Fluoroacetylene: the cost of removing one π electron

The cost of removing an electron can be read in two ways. The vertical ionisation energy is the difference between the total energies of cation and neutral, both at the neutral's structure. The other reading is the energy of the highest occupied orbital, the HOMO, with its sign reversed. How strongly does each depend on the level of theory, and can five levels be forecast from the nine already computed?

Ionisation of gas-phase fluoroacetylene (HCCF) from the neutral singlet to the cation doublet, computed with PySCF 2.14.0 at the levels listed. Both ionisation energies are total energies of cation minus neutral, the first at the neutral's structure and the second at the cation's (the product), each structure optimised with PBE0-D3(BJ)/ma-def2-SVP.

```
                      level  integration grid level  vertical ionisation energy (eV)  vertical at product structure (eV)  parent homo energy (eV)
            HF/ma-def2-TZVP                       2                                ?                                   ?                        ?
  TPSSh-D3(BJ)/ma-def2-TZVP                       3                                ?                                   ?                        ?
     BHandHLYP/ma-def2-TZVP                       2                                ?                                   ?                        ?
         HSE06/ma-def2-TZVP                       2                                ?                                   ?                        ?
     PBE0-D3(BJ)/def2-TZVPP                       2                                ?                                   ?                        ?
      PBE0-D3(BJ)/def2-TZVP                       2                           11.110                              10.680                   -8.260
     PBE0-D3(BJ)/def2-TZVPD                       2                           11.120                              10.690                   -8.280
PBE0-D3(BJ)/6-311++G(2d,2p)                       2                           11.160                              10.730                   -8.310
  B3LYP-D3(BJ)/ma-def2-TZVP                       2                           11.180                              10.760                   -8.040
   PBE0-D3(BJ)/6-311+G(d,p)                       2                           11.200                              10.760                   -8.340
  wB97X-D3(BJ)/ma-def2-TZVP                       2                           11.210                              10.770                  -10.790
       CCSD(T)/ma-def2-TZVP                       2                           11.270                              10.850                  -11.300
        M06-2X/ma-def2-TZVP                       3                           11.310                              10.870                   -9.640
           MP2/ma-def2-TZVP                       2                           11.460                              11.050                  -11.300
```

The known density functionals agree on the vertical energy to about 0.2 eV, whereas their HOMO energies spread over almost 3 eV. Nor do the two follow the same order: B3LYP has the highest HOMO of the known rows, yet its ionisation energy lies slightly above that of PBE0/def2-TZVPD. The basis alone moves the PBE0 ionisation energy by 0.09 eV, so a small gap between rows in different basis sets should not be credited to the functional.

Theory offers a reason for the contrast. In a semi-local functional an electron still feels part of its own repulsion, which pushes the HOMO up. The total energies have errors of their own, but much of these is common to neutral and cation and cancels in the difference. Exact exchange cancels the self-repulsion and pulls the HOMO down. In a global hybrid, which uses the same share a of exact exchange at every distance, the level should follow roughly a straight line:

HOMO energy ≈ ε₀ + s·a

Here ε₀ is the value without exact exchange and s the slope. A fit to the six known global-hybrid rows (four PBE0 rows, B3LYP and M06-2X) gives a slope of about −4.7 eV, or half an electronvolt for each tenth of exact exchange. M06-2X largely fixes that slope, and the line ignores differences between correlation functionals. It supplies the HOMO forecasts for TPSSh (a = 0.10) and BHandHLYP (a = 0.50). No argument here fixes their vertical energies, which are placed by judgement just below those of the known functionals.

HSE06 has the same share as PBE0, 0.25, but drops exact exchange at long range. That part of the repulsion has the form erf(ωr)/r, with ω = 0.11 per bohr, and inside a small molecule it is nearly a constant, c = 2ω/√π. Exact exchange under a constant repulsion lowers each occupied level by c and contributes −c/2 per electron to the total energy. A semi-local functional that reproduces this total energy lowers the level by only c/2. Replacing one by the other therefore leaves the ionisation energy almost unchanged and raises the HOMO by

a·c/2 = a·ω/√π = 0.25 × 0.11 / 1.77 hartree ≈ 0.42 eV

Hartree–Fock needs a different argument. Its HOMO energy is already known, because the MP2 row lists the orbitals of the same Hartree–Fock reference. Reversing the sign gives Koopmans' value, 11.30 eV, which keeps the orbitals frozen when the electron leaves. Letting them adjust stabilises the cation by roughly 1.2 eV, a recalled size for such π systems. Hartree–Fock has no correlation energy to offset this, so its ionisation energy should fall well below all the others.

The structures respond too. The vertical energy minus the value at the product structure is the sum of the relaxations of neutral and cation, 0.41 to 0.44 eV in the known rows. All levels share the same two structures, so this is not each method's own relaxation. Hartree–Fock tends to make multiple bonds too stiff, which argues for a somewhat larger sum.

Forecasts in eV, in the order vertical ionisation energy; HOMO energy; sum of relaxations. The error bars are judged, not statistical.

HF: 10.1 ± 0.3; −11.30 ± 0.01 (already known from the MP2 row); 0.48 ± 0.06
TPSSh: 11.05 ± 0.15; −7.6 ± 0.3; 0.43 ± 0.03
BHandHLYP: 11.05 ± 0.15; −9.5 ± 0.3; 0.43 ± 0.03
HSE06: 11.12 ± 0.10; −7.86 ± 0.15; 0.43 ± 0.03
PBE0/def2-TZVPP: 11.11 ± 0.02; −8.26 ± 0.02; 0.43 ± 0.02

The last row copies PBE0/def2-TZVP, since only hydrogen gains basis functions and the electron leaves the π system of the heavier atoms.

The withheld rows as computed:

```
                    level  integration grid level  vertical ionisation energy (eV)  vertical at product structure (eV)  parent homo energy (eV)
          HF/ma-def2-TZVP                       2                            9.950                               9.480                  -11.300
TPSSh-D3(BJ)/ma-def2-TZVP                       3                           11.020                              10.600                   -7.520
   BHandHLYP/ma-def2-TZVP                       2                           11.020                              10.570                   -9.490
       HSE06/ma-def2-TZVP                       2                           11.110                              10.680                   -7.880
   PBE0-D3(BJ)/def2-TZVPP                       2                           11.110                              10.680                   -8.260
```

The clearest result is the pair TPSSh and BHandHLYP. Both give a vertical energy of 11.02 eV, although their HOMO energies differ by 9.49 − 7.52 = 1.97 eV. The line foresaw both HOMO energies to better than 0.1 eV, well inside its wide bars. The vertical energies were only judged, so their small misses, 0.03 eV too high in both cases, test no theory. The exact tie may be partly chance, since the two functionals differ in more than exact exchange. B3LYP and BHandHLYP are more alike, and they show the same contrast: from the first to the second the HOMO falls by 1.45 eV, the ionisation energy by only 0.16 eV.

HSE06 behaves as the constant-repulsion estimate says. Its HOMO lies 0.40 eV above that of PBE0/def2-TZVPD, against the estimated 0.42 eV, while the ionisation energies differ by only 0.01 eV. No HSE06 value entered the estimate. The two rows use different basis sets, and the basis alone moves the PBE0 HOMO by up to 0.08 eV in the known rows, so the last hundredths of this match mean little. The agreement supports this account of how screening acts inside the functional; it does not show that either HOMO is a good ionisation energy.

Hartree–Fock gives the largest miss: the forecast was 0.15 eV too high, because the orbitals relax by 1.35 eV instead of the assumed 1.2 eV. The revealed value also explains why Koopmans' value looks so good here. CCSD(T) lies 1.32 eV above the Hartree–Fock ionisation energy, and this is the contribution of correlation: the neutral has one more electron pair to correlate than the cation. Two errors of more than 1 eV thus cancel to 0.03 eV. MP2 overshoots the correlation part and ends 0.19 eV above CCSD(T), which is itself not at the basis-set limit.

The remaining forecasts held with little drama. The forecast relaxation sum was 0.01 eV too high for Hartree–Fock and TPSSh and 0.02 eV too low for BHandHLYP; for HSE06 it was met. Stiff bonds alone do not explain the larger Hartree–Fock sum, however. Compared with CCSD(T), the neutral's part is larger (0.34 against 0.26 eV), but the cation's is smaller (0.13 against 0.17 eV). PBE0/def2-TZVPP repeats def2-TZVP to the digits shown, which tests only the claim about hydrogen's extra functions.

The straight line has clear limits. Carried on to full exact exchange, it puts the HOMO about 0.5 eV below the Hartree–Fock value; a likely reason is that the fitted functionals contain a correlation potential, which Hartree–Fock lacks. It fails by almost 3 eV for wB97X if only that functional's short-range share is counted, because its exact exchange grows to the full amount at long range. For this molecule, then, a functional's HOMO energy reflects how much exact exchange it has and at which distances, while the difference of total energies hardly notices. The printed output below gives the fit and every miss.

Output of the analysis:

```
fit of parent_homo_energy on 6 rows (globalh > 0): constant -7.127 +/- 0.036, coefficient of share -4.66 +/- 0.12; rms 0.0264, worst PBE0-D3(BJ)/6-311+G(d,p) 0.0481, leave-one-out rms 0.0698
  rows outside the fit (model, value, miss): HF/ma-def2-TZVP -11.79, -11.3, -0.487; TPSSh-D3(BJ)/ma-def2-TZVP -7.593, -7.52, -0.073; BHandHLYP/ma-def2-TZVP -9.457, -9.49, 0.0331; HSE06/ma-def2-TZVP -8.292, -7.88, -0.412; PBE0-D3(BJ)/def2-TZVPP -8.292, -8.26, -0.0319; wB97X-D3(BJ)/ma-def2-TZVP -7.873, -10.79, 2.92; CCSD(T)/ma-def2-TZVP -11.79, -11.3, -0.487; MP2/ma-def2-TZVP -11.79, -11.3, -0.487
Forecasts in eV and misses as forecast less computed (known rows repeat their own value):
                          row  vertical forecast   bar  miss  HOMO forecast   bar      miss  relaxation sum forecast   bar  sum computed       miss  vertical energy plus HOMO energy
              HF/ma-def2-TZVP               10.1   0.3  0.15          -11.3  0.01         0                     0.48  0.06          0.47       0.01                             -1.35
    TPSSh-D3(BJ)/ma-def2-TZVP              11.05  0.15  0.03         -7.593   0.3  -0.07298                     0.43  0.03          0.42       0.01                               3.5
       BHandHLYP/ma-def2-TZVP              11.05  0.15  0.03         -9.457   0.3   0.03312                     0.43  0.03          0.45      -0.02                              1.53
           HSE06/ma-def2-TZVP              11.12   0.1  0.01         -7.858  0.15   0.02219                     0.43  0.03          0.43  2.776e-16                              3.23
       PBE0-D3(BJ)/def2-TZVPP              11.11  0.02     0          -8.26  0.02         0                     0.43  0.02          0.43  2.776e-16                              2.85
        PBE0-D3(BJ)/def2-TZVP              11.11     0     0          -8.26     0         0                     0.43     0          0.43          0                              2.85
       PBE0-D3(BJ)/def2-TZVPD              11.12     0     0          -8.28     0         0                     0.43     0          0.43          0                              2.84
  PBE0-D3(BJ)/6-311++G(2d,2p)              11.16     0     0          -8.31     0         0                     0.43     0          0.43          0                              2.85
    B3LYP-D3(BJ)/ma-def2-TZVP              11.18     0     0          -8.04     0         0                     0.42     0          0.42          0                              3.14
     PBE0-D3(BJ)/6-311+G(d,p)               11.2     0     0          -8.34     0         0                     0.44     0          0.44          0                              2.86
    wB97X-D3(BJ)/ma-def2-TZVP              11.21     0     0         -10.79     0         0                     0.44     0          0.44          0                              0.42
         CCSD(T)/ma-def2-TZVP              11.27     0     0          -11.3     0         0                     0.42     0          0.42          0                             -0.03
          M06-2X/ma-def2-TZVP              11.31     0     0          -9.64     0         0                     0.44     0          0.44          0                              1.67
             MP2/ma-def2-TZVP              11.46     0     0          -11.3     0         0                     0.41     0          0.41          0                              0.16
Estimated rise of the HOMO by screening in HSE06, eV: 0.4222
Computed HOMO of HSE06 less that of PBE0/def2-TZVPD, eV: 0.4
Spread of vertical energy over the known PBE0 basis sets, eV: 0.09
Vertical energy of M06-2X less PBE0/def2-TZVPD, eV: 0.19
HOMO of B3LYP less that of wB97X, eV: 2.75
Vertical energy of MP2 less CCSD(T), eV: 0.19
Koopmans value less CCSD(T) vertical energy, eV: 0.03
Orbital relaxation in HF as Koopmans value less HF vertical energy, eV: 1.35
Correlation part as CCSD(T) less HF vertical energy, eV: 1.32
```
